Dear colleague,

Wolley's storage time (1966) for the gate turn-off thyristor goes to zero as the turn-off gain approaches one, and your hard-driven silicon fingers cannot do that. I derive the formula from its premises, show which premise fails near unity gain, and estimate what replaces the zero.

**Geometry and conventions**

The layers are p (anode), n-base, p-base, n$^+$ (cathode emitter). J2 is the centre junction and J3 the cathode junction. One emitter finger has width $s$ along $x$ (origin at its centre), length $Z \gg s$, and gate metal on both long sides. The neutral p-base under it has thickness $W_p$ along $z$, with $z=0$ at J3. $D_n$, $\tau_n$ and $L_n=\sqrt{D_n\tau_n}$ belong to electrons in the p-base, and $q$ is the elementary charge. $I_G>0$ means current drawn out of the gate, so the cathode current is $I_K=I_A-I_G$. I write $G=I_A/I_G$ and $g=G-1=I_K/I_G$. By symmetry each edge of the plasma feeds half of $I_G$.

**Premises**

P1. The load is inductive, so $I_A$ is constant during storage, and $I_G$ is a step at $t=0$.

P2. The p-base is quasi-neutral: excess holes equal excess electrons, with charge $\sigma$ of each sign per unit area.

P3. J3 injects electrons only. They cross the base by diffusion with little recombination, and their density at J2 is negligible against that at J3.

P4. The vertical profile follows the cathode current density without delay.

P5. Laterally $\sigma$ is uniform for $|x|<x_b$ and falls as $\exp[-(|x|-x_b)/L_n]$ outside. The current density has the same shape. At $t=0$, $x_b=s/2$.

P6. The gate takes its holes from the region outside $x_b$. Lateral diffusion across $x_b$ refills that region. The holes that enter the tail through J2 cover its recombination and keep its amplitude tied to the interior value.

P7. Storage ends when $x_b=L_n$. The filament is then no wider than its own tails, the picture of a flat core with an edge has ended, and the remaining turn-off is treated as one-dimensional.

P5 to P7 are modelling choices and do not follow from the transport equations.

**Step 1: charge per unit area**

By P3 and P4, $d^2n/dz^2=0$ with $n(W_p)=0$, so $n=n_0(1-z/W_p)$. The current density is $J_K=qD_nn_0/W_p$ and the charge is $\sigma=qn_0W_p/2$. Eliminating $n_0$,

$$\sigma=J_Kt_p,\qquad t_p=\frac{W_p^2}{2D_n}.$$

**Step 2: current density**

The profile of P5 integrates, on one side, to $x_b+\int_0^\infty e^{-\xi/L_n}d\xi=x_b+L_n\equiv y$. With $\sigma$ and $J_K$ now denoting interior values, $I_K=2ZyJ_K$ and

$$\sigma=\frac{I_Kt_p}{2Zy}.$$

The total charge $Q=2Zy\sigma=I_Kt_p$ is constant, so squeezing concentrates the charge and does not remove it. Kirchhoff's law agrees. If $I_R$ is the recombination current, electrons carry $I_K-I_R$ across J2 and holes carry $I_A-I_K+I_R=I_G+I_R$ into the base, which is what the gate and recombination take out. The cathode current sets the electron charge, and this is the origin of the factor $G-1$.

**Step 3: balance at the edge**

Fix a plane $x=X$ at the momentary position of the edge. The charge beyond it, per unit finger length, is $\sigma(x_b-X+L_n)$, and at $x_b=X$ it changes at the rate $\sigma\dot x_b+L_n\dot\sigma$. Diffusion down the tail brings in $D_n|\partial\sigma/\partial x|=D_n\sigma/L_n$. The gate removes $I_G/2Z$. By P6 the net vertical supply equals $L_n\dot\sigma$ and cancels that term. Hence

$$\sigma\,\dot x_b=-\frac{I_G}{2Z}+\frac{D_n}{L_n}\sigma .$$

Divide by $\sigma$ and use Step 2, $I_G/(2Z\sigma)=yI_G/(I_Kt_p)=y/(gt_p)$. Since $\dot y=\dot x_b$,

$$\dot y=-\frac{y}{gt_p}+\frac{D_n}{L_n}=-\frac{y-y^*}{gt_p},\qquad y^*=\frac{D_nt_pg}{L_n}=\frac{gW_p^2}{2L_n}.$$

The inward velocity falls as the filament narrows, because the same gate current meets denser plasma. The outward velocity $D_n/L_n$ is fixed.

**Step 4: integration**

The equation is linear, with solution $y(t)=y^*+(y_0-y^*)e^{-t/gt_p}$ and $y_0=s/2+L_n$. P7 asks for $y=2L_n$, so $t_s=gt_p\ln[(y_0-y^*)/(2L_n-y^*)]$. Multiply numerator and denominator by $2L_n/W_p^2$, which turns $y^*$ into $g$:

$$t_s=t_p\,(G-1)\,\ln\frac{sL_n/W_p^2+2L_n^2/W_p^2-G+1}{4L_n^2/W_p^2-G+1}.$$

This is Wolley's result. It needs $s>2L_n$, for otherwise there is nothing to squeeze. The width $y^*$ is a stable fixed point, and the edge reaches $2L_n$ only if $y^*<2L_n$. The time therefore diverges logarithmically at

$$G_{\max}=1+4L_n^2/W_p^2 .$$

Above this gain the filament of the model stalls with $x_b\geq L_n$ and the finger stays on.

**Step 5: the limit $G\to1$**

Put $A=(sL_n+2L_n^2)/W_p^2$ and $B=4L_n^2/W_p^2$. From $\ln(A-g)-\ln(B-g)=\ln(A/B)+g(1/B-1/A)+O(g^2)$,

$$t_s=t_p\left[g\Lambda+g^2\left(\frac1B-\frac1A\right)+O(g^3)\right],\qquad \Lambda=\ln\frac{s+2L_n}{4L_n}.$$

The first term is pure gate extraction and the second is the leading effect of lateral diffusion. The time vanishes linearly in $g$, because the assumed charge $I_Kt_p$ vanishes.

**Step 6: the term that P4 drops**

Before the step the cathode carries $I_A$ and the base holds $I_At_p$. P4 lets the difference $I_Gt_p$ disappear at once. Against the retained charge $I_Kt_p$ its size is $1/g$, and it lasts about $t_p$. P4 thus needs $t_s\gg t_p$, and near unity gain $t_s/t_p\approx g\Lambda\ll1$. The formula violates its own premise there.

The simplest repair keeps P1 to P3 and P5 to P7 and counts electrons. They enter as $I_K$ and leave across J2 at the rate $Q/t_p$ of the triangular profile:

$$\dot Q=I_K-Q/t_p,\quad Q(0)=I_At_p\quad\Rightarrow\quad Q=I_Gt_p\,(g+e^{-\theta}),\quad\theta=t/t_p .$$

The edge balance of Step 3 did not use P4. With $\sigma=Q/2Zy$ it gives

$$\frac{dy}{d\theta}=-\frac{y}{g+e^{-\theta}}+\frac{W_p^2}{2L_n}.$$

The integrating factor is $\Phi=\exp\int_0^\theta d\theta'/(g+e^{-\theta'})=[(ge^\theta+1)/G]^{1/g}$, which tends to $\exp(e^\theta-1)$ as $g\to0$. The end point $\theta_s$ obeys

$$y_0+\frac{W_p^2}{2L_n}\int_0^{\theta_s}\Phi\,d\theta=2L_n\Phi(\theta_s).$$

Without the diffusion term $\Phi(\theta_s)=e^\Lambda$, so that

$$t_s=t_p\ln\frac{Ge^{g\Lambda}-1}{g}\;\longrightarrow\;t_p\ln(1+\Lambda)\quad(G\to1).$$

For large $g\Lambda$ this tends to $t_p[g\Lambda+\ln(G/g)]$, the extraction term of Step 5 plus a delay. At unity gain it stays finite.

The single exponential can be bracketed at $G=1$. There $I_K=0$, and the triangular profile decays by diffusion with zero flux at J3. The density falls everywhere, so the outflow never exceeds its initial value $I_A$ and $Q/I_At_p\ge1-\theta$. A falling density means $\partial_z^2n\le0$. A concave profile lies below its tangent at J2, so the outflow is at least $Q/t_p$ and $Q/I_At_p\le e^{-\theta}$. The end condition without lateral diffusion is $\int_0^{\theta_s}d\theta\,(I_At_p/Q)=\Lambda$, and the two bounds give

$$1-e^{-\Lambda}\le\theta_s\le\ln(1+\Lambda).$$

**Step 7: a gate ramp**

A real drive ramps, $I_G=I_Au$ with $u=t/t_r$, and commutation is complete at $u=1$. With P4 and no diffusion term, $d\ln y/du=-(t_r/t_p)\,u/(1-u)$, and the squeeze ends when

$$-u-\ln(1-u)=(t_p/t_r)\Lambda .$$

The left side diverges at $u=1$, so this version always finishes before commutation, again because its charge vanishes with $I_K$. With the delay, $\dot Q=I_A(1-u)-Q/t_p$ gives $Q=I_At_p\,\phi(u)$, where $\phi=1-u+(t_p/t_r)(1-e^{-ut_r/t_p})$, and

$$\frac{dy}{du}=-\frac{t_r}{t_p}\frac{u\,y}{\phi}+\frac{D_nt_r}{L_n}.$$

I hold the edge at $y_0$ until the right side turns negative at $u_0$, since the injecting region cannot extend beyond the emitter.

**Numerical illustration**

The inputs are illustrative and typical in size: $W_p=40$ µm, $D_n=20$ cm$^2$/s, $L_n=80$ µm, $s=300$ µm, $Z=3$ mm, $I_A=2$ A per finger, p-base doping $N_A=10^{17}$ cm$^{-3}$ with hole mobility 300 cm$^2$/(V s), 300 K. They give $t_p=0.40$ µs, $\tau_n=3.2$ µs, $y_0=230$ µm, $2L_n=160$ µm, $D_n/L_n=25$ µm/µs and $W_p^2/2L_n=10$ µm. Further $A=15+8=23$, $B=16$, $G_{\max}=17$ and $\Lambda=\ln(23/16)=0.363$. In units of 10 µm the end condition of Step 6 reads $23+\int\Phi\,d\theta=16\,\Phi$. The table gives the model's times in ns for a gate step. The last digit serves only to compare columns.

| $G$ | $t_pg\Lambda$ | Wolley | with charge delay |
|---|---|---|---|
| 5 | 581 | 735 | 831 |
| 2 | 145 | 153 | 273 |
| 1.5 | 73 | 75 | 199 |
| 1.2 | 29 | 29 | 156 |
| 1.1 | 15 | 15 | 142 |
| 1 | 0 | 0 | 129 |

Lateral diffusion, the distinctive term of the model, hardly matters under hard drive. With $1/B-1/A=0.019$ its relative weight is $0.052\,g$, or 1.0 per cent at $G=1.2$. There the initial inward velocity is $2.9\times10^3$ µm/µs against 25 µm/µs outward. The delay, in contrast, adds about 0.1 µs at every gain in the table. It is a correction at $G=5$, comparable to Wolley's time at $G=2$, and larger than it from $G=1.5$ down. At $G=1.2$ the delayed time is 5.3 times Wolley's. At $G=1$ the bracket of Step 6 is 122 to 124 ns without lateral diffusion, so the single exponential costs little.

For the ramp take $t_r=1$ µs, as for 4 kA commutated at 4 kA/µs on a whole wafer. The simple condition $-u-\ln(1-u)=0.145$ gives $u=0.45$. With delay and diffusion the edge starts at $u_0=0.043$ and the squeeze ends at $u=0.54$. The model's storage time is then about 0.54 µs, with a little over half of the anode current in the gate. The ramp, which P1 omits, is the largest term.

**Range of validity**

*Quasi-neutrality (P2).* The p-base resistivity is $1/(qN_A\mu_p)=0.21$ Ω cm. With the static dielectric constant 11.7 (compiled value, Ioffe Institute) the dielectric relaxation time is 0.22 ps, far below $t_p$. This premise is safe.

*Recombination (P3).* The small parameter is $W_p^2/2L_n^2=0.125$. With recombination the profile is $\sinh[(W_p-z)/L_n]$, and the ratio of charge to injected current becomes $\tau_n[1-1/\cosh(W_p/L_n)]=0.36$ µs, 9 per cent below $t_p$.

*Injection level (P3).* Before turn-off $J_K=I_A/2Zy_0=145$ A/cm$^2$ and the mean electron density is $J_Kt_p/qW_p=9.0\times10^{16}$ cm$^{-3}$, close to $N_A$. At high injection the field that holds the holes in place aids the electrons, and in the limit it doubles their current for a given gradient. The true transit time may thus be shorter by up to a factor of two.

*Saturation (P3).* In the on state J2 is forward biased and the density $n_2$ there is not zero. With $n_3$ at J3, $\sigma=qW_p(n_3+n_2)/2$ and $J_K=qD_n(n_3-n_2)/W_p$, so $\sigma=mJ_Kt_p$ with $m=(n_3+n_2)/(n_3-n_2)\ge1$. For constant $m$, $g$ becomes $mg$ everywhere in Step 4. The hard-drive time scales as $m$, and $G_{\max}=1+4L_n^2/mW_p^2$. The model cannot supply $m$, and a density at J2 of only half that at J3 gives $m=3$.

*The length $L_n$ (P5, P7).* The sheet resistance of the base is 52 Ω per square. At $G=1.2$ each edge draws 2.8 A/cm, a lateral field of 144 V/cm in the swept region. This field pushes electrons back toward the filament. At low injection a tail in such a field decays over $k_BT/qE=1.8$ µm, much less than 80 µm. Under hard drive the length in $\Lambda$ is therefore an effective one, shorter than the diffusion length. Setting it equal to $W_p$, as an example, gives $\Lambda=0.865$, larger by a factor 2.4.

*The edge balance (P6).* If the net vertical supply is instead shared in proportion to the local charge, a fraction $L_n/y$ goes to the tail. The interior balance then fixes $\dot\sigma$, and subtracting it from the total balance leaves $\sigma\dot x_b=-I_G/2Z+(D_n\sigma/L_n)(y/x_b)$. The edge stalls at $x_b=gW_p^2/2L_n$, and the divergence moves to $G=1+2L_n^2/W_p^2=9$. The position of the divergence is thus uncertain by about a factor of two, while the hard-drive limit is untouched. Holes that drift from the core to the gate would slow the edge further.

*The anode side.* The n-base does not appear in the formula, yet Step 2 asks it for a hole current of at least $I_G$, which is $0.83\,I_A$ at $G=1.2$. In a steady state it delivers $\alpha_{pnp}I_A$, and the rest comes from its stored charge. The common-base gains also set the one-dimensional limit. Turn-off needs $\alpha_{pnp}I_A-I_G<(1-\alpha_{npn})I_K$, that is $G<\alpha_{npn}/(\alpha_{npn}+\alpha_{pnp}-1)$. With $\alpha_{npn}=1/\cosh(W_p/L_n)=0.887$ and an assumed $\alpha_{pnp}=0.2$ the limit is 10, below $G_{\max}=17$.

*Gate voltage (P1).* The gate current crosses at most $s/2-L_n=70$ µm of swept base under the emitter. The drop is 1.0 V at $G=1.2$, well under a typical J3 breakdown voltage of about 20 V. The finger itself does not limit the drive, and the inductance of the gate loop sets the ramp.

Wolley's formula is therefore self-consistent when $s>2L_n$, $W_p^2\ll2L_n^2$, $G$ lies below both gain limits, the gate current rises in a time short against $t_s$, and $t_s\gg t_p$. For $G$ near one the last condition fails, and $t_pg\Lambda$ falls below the delayed time $t_p\ln[(Ge^{g\Lambda}-1)/g]$, whose floor is $t_p\ln(1+\Lambda)$. Hard-driven silicon devices typically show storage times near 1 µs, which I quote as typical knowledge. The model's 0.54 µs with the ramp is short of that by roughly a factor of two, and the step formula near $G=1.2$ by more than a factor of ten. Saturation charge and the shorter tail length both lengthen the time, and high injection shortens it. On single fingers with a gate rise short against 0.13 µs, plot $t_s$ against $G-1$. Wolley's formula predicts a line through the origin with slope $t_p\Lambda$, 145 ns for these inputs, and the delayed model an intercept of about 0.13 µs. Both are step results, and a rise that is merely faster than $t_p$ does not separate them. With $t_r=0.2$ µs at $G=1$, the P4 condition of Step 7, $-u-\ln(1-u)=0.726$, gives $u=0.78$ and an intercept of 0.16 µs from the ramp alone. With P4 the edge does not move outward during the ramp and follows the step equation after it, so the ramp adds at most $t_r$ to Wolley's time. A rise of 20 ns thus keeps the intercept of the P4 model below 0.02 µs, well under that of the delayed model.